Atomization energy of BF₃ (neutral singlet) in different basis sets, calculated with Ansatz 0.2.0 at the RCCSD level with the 1s cores of boron and fluorine frozen. The molecule is held at its MP2(full)/6-31G\* geometry in every row, and the quadruple-zeta reference set is cc-pVQZ.

| basis | functions | atomization energy less its quadruple-zeta value (kJ/mol) |
| --- | --- | --- |
| STO-3G | 20 | -280.1 |
| 6-31G | 36 | -333.4 |
| cc-pVDZ | 56 | -136.7 |
| 6-31Gstar | 60 | -44.0 |
| cc-pVTZ | 120 | -24.0 |
| cc-pVQZ | 220 | 0.0 |

Every smaller basis binds BF₃ less strongly than cc-pVQZ, but the shortfall is a poor measure of how good the basis is. The 6-31G\* set, printed as 6-31Gstar, falls short by 44 kJ/mol, while cc-pVDZ, which is almost the same size, falls short by 137 kJ/mol. At the top of the table, 6-31G does worse than the much smaller STO-3G. The closer result in each of these pairs comes from the set that gives the molecule the higher energy.

The energy of the molecule itself gives the warning. In cc-pVDZ the coupled-cluster energy of BF₃ lies 161 kJ/mol below that in 6-31G\*, yet the atomization energy is 93 kJ/mol smaller. Coupled cluster gives no strict upper bound to the energy, but the Hartree-Fock energies put all six sets in the same order. The molecule is in the same closed-shell state at the same geometry in every row, so the contradiction belongs to the basis.

An atomization energy is a difference, $D = A - M$, where $A$ is the summed energy of the free atoms and $M$ that of the molecule. Writing $\Delta$ for a value less its cc-pVQZ counterpart gives

$$\Delta D = \Delta A - \Delta M .$$

The last column of the table is $\Delta D$, and the molecular energies of the same calculations supply $\Delta M$. The error of the atoms then follows as $\Delta A = \Delta D + \Delta M$. For every set below cc-pVQZ both $\Delta A$ and $\Delta M$ are positive, and the binding error is what remains after they cancel.

For cc-pVDZ the molecule is too high by 1102 kJ/mol and the atoms by $1102 - 137 = 965$ kJ/mol. About 12 % of the molecular error therefore survives in the binding. For 6-31G\* the molecule is worse, at 1263 kJ/mol, but its atoms are worse too, and only about 3 % survives. The good atomization energy of 6-31G\* rests on atoms and molecule being wrong by nearly the same amount.

The imbalance in cc-pVDZ has a plausible origin in the way the two sets are built. Correlation-consistent sets take their contracted functions from atomic Hartree-Fock calculations and tune their polarization functions to the correlation energy of free atoms. The d functions of 6-31G\* were chosen with molecules in mind. A set made for atoms can be expected to lower the atoms first, and the numbers, which restate the shifts in the table, are consistent with this: on going from 6-31G\* to cc-pVDZ the atoms gain 254 kJ/mol and the molecule 161 kJ/mol. Of the molecule's gain, 144 kJ/mol is correlation energy and only 17 kJ/mol is Hartree-Fock energy. The atoms are expected to share the correlation gain almost fully, so the lost binding should lie mainly at the Hartree-Fock level, where d functions shaped for atomic correlation polarize the bonds less well than those of 6-31G\*. On this reading part of the better binding of 6-31G\* is a real merit of its d functions, and its higher energy comes mostly from errors inside the atoms. The molecular energies alone do not prove this division.

The 6-31G row shows an imbalance of the same sign but larger, because the molecule lacks something that the atoms, at the Hartree-Fock level, hardly need. In a free boron or fluorine atom the occupied valence orbitals are essentially s and p in character. In BF₃ the charge around each fluorine is pulled towards boron, and its lone pairs lean into boron's empty p orbital. A p function cannot shift its charge to one side by itself. Mixing with an s function does this along the axis of the p function, but a fluorine p function perpendicular to the bond needs a d function on the same atom to lean towards boron. The d functions on boron polarize the bonds from the other end and are expected to matter about as much. Without d functions the molecule loses much of this freedom, and 6-31G falls short by 17 % of the cc-pVQZ atomization energy.

Adding the d functions, which here come as six per atom and so include one s-like combination, raises the atomization energy by 289 kJ/mol, and the molecular Hartree-Fock energy falls by 286 kJ/mol. That fall is an upper limit to the Hartree-Fock share of the gain, because the free atoms can also only go down when functions are added. The close match should not be read as an exact division of the effect. The d functions also lower the correlation energy of the molecule, by 457 kJ/mol, but they help electrons avoid each other in the atoms as well, so much of this drops out of the difference.

These two cases give a way to judge a change of basis. Functions that serve the bonded molecule more than the atoms raise the atomization energy, functions that favour the atoms lower it, and functions that help both alike leave it nearly unchanged however far the total energies fall. If the cancellation were equally good in every set, the molecular error alone would predict the binding error. Taking the surviving share from cc-pVTZ, about 9 %, predicts a shortfall of 117 kJ/mol for 6-31G\*, far more than the 44 kJ/mol computed.

The constant share fails most severely for STO-3G, whose molecular energy is too high by 14426 kJ/mol but whose atomization energy is short by only 280 kJ/mol. Passing to 6-31G improves the atoms slightly more than the molecule, so the binding gets worse. The likely main cause is basis superposition: in the molecule each poorly described atom borrows functions from its neighbours, which a free atom cannot do, and this adds spurious binding that can be large in a poor set. In a minimal set this borrowing is expected to be much larger than the 53 kJ/mol reversal, so that with it removed STO-3G should bind less than 6-31G, but these energies do not measure it.

Within the correlation-consistent family the atomization energy rises steadily, which invites extrapolation. Theory gives a correlation error that shrinks as $X^{-3}$ for large $X$, where $X$ is 2, 3 and 4 for the double-, triple- and quadruple-zeta sets. Applied to the whole atomization energy, the step of 112.7 kJ/mol from $X=2$ to $X=3$ predicts for the next step

$$112.7\times\frac{1/27-1/64}{1/8-1/27}\approx 27\ \text{kJ/mol}.$$

The computed step, which was not used in the prediction, is 24 kJ/mol.

This success looks better than it is. The same law predicts that the molecule falls by 205 kJ/mol in that step, while it actually falls by 258 kJ/mol, and it underestimates the fall of the atoms by nearly the same amount. For the molecule the miss lies in the correlation energy, since a double-zeta set is too small for the law to hold well. The Hartree-Fock energy, to which the law does not apply, falls by slightly less than the law would give and so hides a little of the miss. The misses of molecule and atoms cancel in the difference. The agreement is probably accidental in a second sense too: the first binding step is expected to be largely a Hartree-Fock gain, which dies away much faster than the law, and the second step mostly correlation, which the law underestimates when it starts from double zeta. The law still suggests that somewhat less than 20 kJ/mol of binding lies beyond cc-pVQZ, but only as a rough size. The printed analysis after this section gives the errors of atoms and molecule for every set.

In practice, an atomization energy from a small basis should be judged together with the total energy of the molecule. If a set gives the higher molecular energy but the seemingly better binding, as STO-3G and 6-31G\* do here, the agreement rests on a closer cancellation and should not be relied on for other molecules without a test. The higher energy alone does not prove a poorer description of the bond, since errors close to the nuclei are much the same in atoms and molecule. The safer guide is the last step within one family of sets. Even a small last step measures only the basis error: the triple excitations absent from this level lower the molecule by a further 75 kJ/mol in cc-pVQZ, and the part of this that the atoms do not share would remain as an error in any basis.

Numerical output:

```
Errors against quadruple zeta in kJ/mol:
        row  molecule too high by  atoms too high by  percent of molecular error left in binding  binding shift if the cc-pVTZ share held  binding shift in percent
     STO-3G                 14426              14146                                       1.942                                    -1341                    -14.65
      6-31G                  2006               1672                                       16.62                                   -186.5                    -17.44
    cc-pVDZ                  1102              965.1                                       12.41                                   -102.4                    -7.151
  6-31Gstar                  1263               1219                                       3.484                                   -117.4                    -2.302
    cc-pVTZ                 258.1              234.1                                       9.298                                      -24                    -1.255
    cc-pVQZ                     0                  0                                           0                                        0                         0
STO-3G to 6-31G, change of atomization energy (kJ/mol): -53.3
STO-3G to 6-31G, fall of the molecule (kJ/mol): 12420
STO-3G to 6-31G, fall of the atoms (kJ/mol): 12473
STO-3G, size of the molecular correlation energy (kJ/mol): 285.2
6-31G to 6-31G*, rise of atomization energy (kJ/mol): 289.4
6-31G to 6-31G*, fall of molecular Hartree-Fock energy (kJ/mol): 285.5
6-31G to 6-31G*, fall of molecular correlation energy (kJ/mol): 457.1
6-31G to 6-31G*, fall of the atoms (kJ/mol): 453.2
cc-pVDZ below 6-31G* in atomization energy (kJ/mol): 92.7
cc-pVDZ below 6-31G* in molecular energy (kJ/mol): 161.2
cc-pVDZ below 6-31G* in the energy of the atoms (kJ/mol): 253.9
cc-pVDZ to cc-pVTZ, rise of atomization energy (kJ/mol): 112.7
cc-pVTZ to cc-pVQZ, rise of atomization energy (kJ/mol): 24
the same rise by the inverse-cube law from the step before (kJ/mol): 27.43
cc-pVTZ to cc-pVQZ, fall of the molecule by the inverse-cube law (kJ/mol): 205.4
cc-pVTZ to cc-pVQZ, fall of the molecule as computed (kJ/mol): 258.1
cc-pVTZ to cc-pVQZ, fall of the atoms by the inverse-cube law (kJ/mol): 177.9
cc-pVTZ to cc-pVQZ, fall of the atoms as computed (kJ/mol): 234.1
rough rise still to come beyond cc-pVQZ by the inverse-cube law (kJ/mol): 17.51
triples left out of the molecule in cc-pVQZ (kJ/mol): 75.19
```
